A slab of tungsten disilicide, WSi₂, is five atomic planes and about 9 Å thick. Its Kohn-Sham levels were computed with a common density functional, without spin-orbit coupling. Two sizes are worth remembering: the electronic occupation is smeared over about 0.1 eV, and spin-orbit coupling can move tungsten 5d levels by tenths of an eV.

In the table, b1 and b2 are the first and second levels below the Fermi level, and a1 is the first above it. Point a and point b are coordinates in the surface zone, with G at its centre and X, Y and S on its edge. The outer orbital weight is the part of a level found on atomic orbitals of the two outer planes at both faces together.

Kohn-Sham levels of a relaxed five-plane WSi₂ (110) slab, computed with Ansatz 0.2.0 using PBE, PAW and plane waves up to 420 eV, scalar-relativistic and without spin polarisation. The k mesh is 9×9×1, with Gaussian smearing of 0.1 eV. Outer orbital weights are Löwdin shares on the two outer planes of both faces together, not renormalised.

```
point label  point a (reciprocal cell vectors)  point b (reciprocal cell vectors)  level b1 from the Fermi level (eV)  outer orbital weight b1  level b2 from the Fermi level (eV)  outer orbital weight b2  level a1 from the Fermi level (eV)  outer orbital weight a1
          X                             0.5000                             0.0000                              -0.040                    0.740                              -0.660                    0.640                               0.750                    0.900
    between                             0.4167                             0.0000                              -0.230                    0.760                              -0.660                    0.680                               0.580                    0.900
    between                             0.3333                             0.0000                              -0.580                    0.900                              -0.640                    0.880                               0.220                    0.920
    between                             0.2500                             0.0000                              -0.150                    0.920                              -0.270                    0.940                               0.040                    0.900
    between                             0.1667                             0.0000                              -0.340                    0.920                              -0.530                    0.900                               0.070                    0.900
    between                             0.0833                             0.0000                               0.000                    0.920                              -0.020                    0.940                               0.240                    0.940
          G                             0.0000                             0.0000                              -0.600                    0.940                              -1.640                    0.640                               0.220                    0.940
    between                             0.0000                             0.0833                              -0.560                    0.920                              -1.600                    0.760                               0.140                    0.940
    between                             0.0000                             0.1667                              -0.050                    0.960                              -0.070                    0.960                               0.130                    0.920
    between                             0.0000                             0.2500                              -0.270                    0.880                              -0.320                    0.960                               0.320                    0.880
    between                             0.0000                             0.3333                              -0.120                    0.820                              -0.560                    0.960                               0.580                    0.820
    between                             0.0000                             0.4167                              -0.010                    0.780                              -0.310                    0.860                               0.580                    0.620
          Y                             0.0000                             0.5000                              -0.040                    0.740                              -0.080                    0.880                               0.090                    0.680
    between                             0.0833                             0.5000                              -0.020                    0.760                              -0.070                    0.820                               0.260                    0.680
    between                             0.1667                             0.5000                              -0.070                    0.780                              -0.250                    0.760                               0.070                    0.820
    between                             0.2500                             0.5000                              -0.080                    0.720                              -0.240                    0.700                               0.310                    0.880
    between                             0.3333                             0.5000                              -0.160                    0.720                              -0.190                    0.720                               0.540                    0.900
    between                             0.4167                             0.5000                              -0.090                    0.740                              -0.380                    0.740                               0.700                    0.900
          S                             0.5000                             0.5000                              -0.040                    0.740                              -0.660                    0.640                               0.750                    0.900
    between                             0.4167                             0.4167                              -0.070                    0.700                              -0.110                    0.700                               0.750                    0.880
    between                             0.3333                             0.3333                              -0.050                    0.660                              -0.370                    0.940                               0.190                    0.700
    between                             0.2500                             0.2500                              -0.080                    0.720                              -0.240                    0.700                               0.310                    0.880
    between                             0.1667                             0.1667                              -0.100                    0.900                              -0.380                    0.940                               0.200                    0.760
    between                             0.0833                             0.0833                              -0.240                    0.940                              -0.260                    0.940                               0.020                    0.940
```

Question 1. At X, which level has more outer weight, b1 or a1?

Answer. The level a1, above the Fermi level, has more: 0.90 against 0.74 for b1, which lies just below the Fermi level and is partly occupied because of the smearing. The rest of each level sits in the middle plane, or in regions that the atomic orbitals don't describe, such as the vacuum.

Remark. This ranks the two levels. Whether a1 is a surface state needs a yardstick, which question 5 supplies.

Question 2. At G, b1 and a1 are 0.82 eV apart. Is the slab a semiconductor?

Answer. No. Levels are sorted at each point by their side of the Fermi level, so some spacing between b1 and a1 appears even in a metal. The 110 electrons would fill 55 bands if there were a gap, but in the same calculation bands 55 and 56 overlap by about 0.5 eV. Electrons therefore spill from one band into the next, and the slab is metallic.

Remark. A gap has to hold across the whole zone. The spacing at a single point doesn't decide it.

Question 3. X and S have identical entries. Do they confirm each other, and why does Y differ?

Answer. No, they have to agree, because a mirror plane of the slab turns X into S. The points (0.25, 0.5) and (0.25, 0.25) are paired in the same way. Y has no such partner, and its a1 lies 0.66 eV lower than at X, although the surface cell is almost hexagonal.

The reason lies in the stacking. In this structure type each plane is nearly hexagonal, but the next plane is shifted so that its tungsten atoms sit over the midpoint between two tungsten atoms below. This singles out one of three otherwise similar directions. At Y the electron wave has the same sign on those two atoms, and at X it has opposite signs, so the coupling between planes differs.

Remark. The stacking argument comes from the crystal structure. The table shows its expected consequence, unequal levels at X and Y, but doesn't isolate the coupling.

Question 4. From G towards Y, b1 rises by 0.04 eV in the first step and by 0.51 eV in the second. Did one band suddenly become steep?

Answer. Probably not. Energies are equal at opposite points of the zone, so a single band starts out flat at G, which fits the small first step. In the second step b2 jumps too, by 1.53 eV, and both levels end just below the Fermi level. The natural reading is that two levels have come down through the Fermi level and taken over the ranks b1 and b2. With only one newcomer, the old b1 would still be among the two and would have had to rise by about 0.5 eV in a single step.

Remark. The names b1 and b2 are places in a queue. The proof would be to find the old b1 and b2 further down, and those deeper levels are not listed.

Question 5. At G, b1 has an outer weight of 0.94. Is it a surface state?

Answer. The weight alone doesn't show that. The count covers four planes out of five, so a level spread evenly through the slab already scores 0.80. An ordinary wave confined between the two faces can score even more.

To see this, treat the slab as a chain with one orbital on each plane. Let j = 1 to 5 number the planes and n = 1 to 5 the standing waves, and let the wave vanish one plane spacing beyond each face. The share of wave n on plane j is then

share = (2/6) sin²(nπj/6)

On the middle plane, j = 3, this gives

share = (1/3) sin²(nπ/2)

For odd n the middle plane holds 1/3, which leaves 0.67 for the outer planes. For even n the wave has a node there, and the outer planes hold everything. A wave that runs through the whole slab can thus score close to 1. Weight that the atomic orbitals don't catch would lower this somewhat, so a value such as 0.94 needs no surface state.

A close pair of levels is a better hint. With two equal faces, a surface state on one face has a twin on the other. The two combine into an even and an odd level, expected at nearly the same energy and both heavy on the outer planes. At the second point from G towards Y, b1 and b2 look like such a pair: they are 0.02 eV apart, and each has a weight of 0.96. Two ordinary slab waves can also lie this close by chance, so the pair is a hint and not a proof.

Remark. With repeated points counted once, 30 of the 66 weights are 0.90 or more and 7 are 0.68 or less. The chain can give weights near both ends of this range, but not the many values between them, and the symmetry of the levels that would test it was not printed. Real planes carry several orbitals, and some weight escapes the count; how much each matters is not known here. The printed analysis after this text gives the counts and the chain estimates.

Question 6. What would change if the slab had eleven planes?

Answer. The outer planes would then be four out of eleven, and an evenly spread level would score only 0.36. For a standing wave of the same simple chain, let s = sin²(nπ/12) be the relative share on the first plane. The second plane then has 4s(1 − s), and the sum of the two is never more than 25/16. With both faces counted, the limit is

outer share ≤ 2 × (2/12) × (25/16) = 0.52

A state bound tightly to the surface would keep most of its outer weight, so it would now stand out.

Remark. Thickness separates surface-heavy levels from ordinary slab waves. To tell a true surface state from a resonance, which leaks into the bulk, one must also know whether bulk bands of matching symmetry exist at the same energy and the same point of the surface zone.

Question 7. Which digits can be trusted, and would molybdenum in place of tungsten help?

Answer. The levels come in steps of 0.01 eV and the weights in steps of 0.02, so the final zero of each entry tells nothing. The physical accuracy of the levels is coarser still. At 15 of the 22 distinct points, b1 or a1 lies within 0.10 eV of the Fermi level. Spin-orbit coupling could carry such a level across, so the exact crossing points are not secure. The run also warned that the exchange-correlation potential is rough where the electron density is thin, which may affect levels that reach into the vacuum. The small surface cell also rules out any rearrangement of the surface atoms that needs a larger cell, and such a rearrangement could shift the surface levels. Molybdenum is lighter and has weaker spin-orbit coupling, so neglecting that coupling would do less harm, but the levels themselves would have to be computed anew.

Remark. Before calling a level a surface state, divide the number of planes counted as outer by the number of planes in the slab. If the result is close to one, as it is here, make the slab thicker before interpreting the weight.

The analysis program printed:

```
distinct points after removing symmetry repeats: 22
outer weight at X, a1 less b1: 0.16
spacing a1 less b1 at G in eV: 0.82
spacing a1 less b1 at Y in eV: 0.13
smallest spacing a1 less b1 of all points in eV: 0.13
largest spacing a1 less b1 of all points in eV: 0.82
overlap of bands 55 and 56 on the mesh in eV: 0.5226
difference of the two cell edges in percent: 0.3958
level a1 at X less that at Y in eV: 0.66
b1 change in first step from G towards Y in eV: 0.04
b1 change in second step from G towards Y in eV: 0.51
b2 change in first step from G towards Y in eV: 0.04
b2 change in second step from G towards Y in eV: 1.53
outer share of an evenly spread state, 5 planes: 0.8
outer share of standing waves n 1, 3, 5 in 5 planes: 0.6667
outer share of standing waves n 2, 4 in 5 planes: 1
printed weights at distinct points, total: 66
weights of 0.90 or more at distinct points: 30
weights of 0.68 or less at distinct points: 7
mean of all weights at distinct points: 0.8348
outer share of an evenly spread state, 11 planes: 0.3636
upper bound of standing-wave outer share, 11 planes: 0.5208
distinct points with b1 or a1 within 0.10 eV of the Fermi level: 15
distinct points with b1 and b2 at most 0.05 eV apart: 8
```
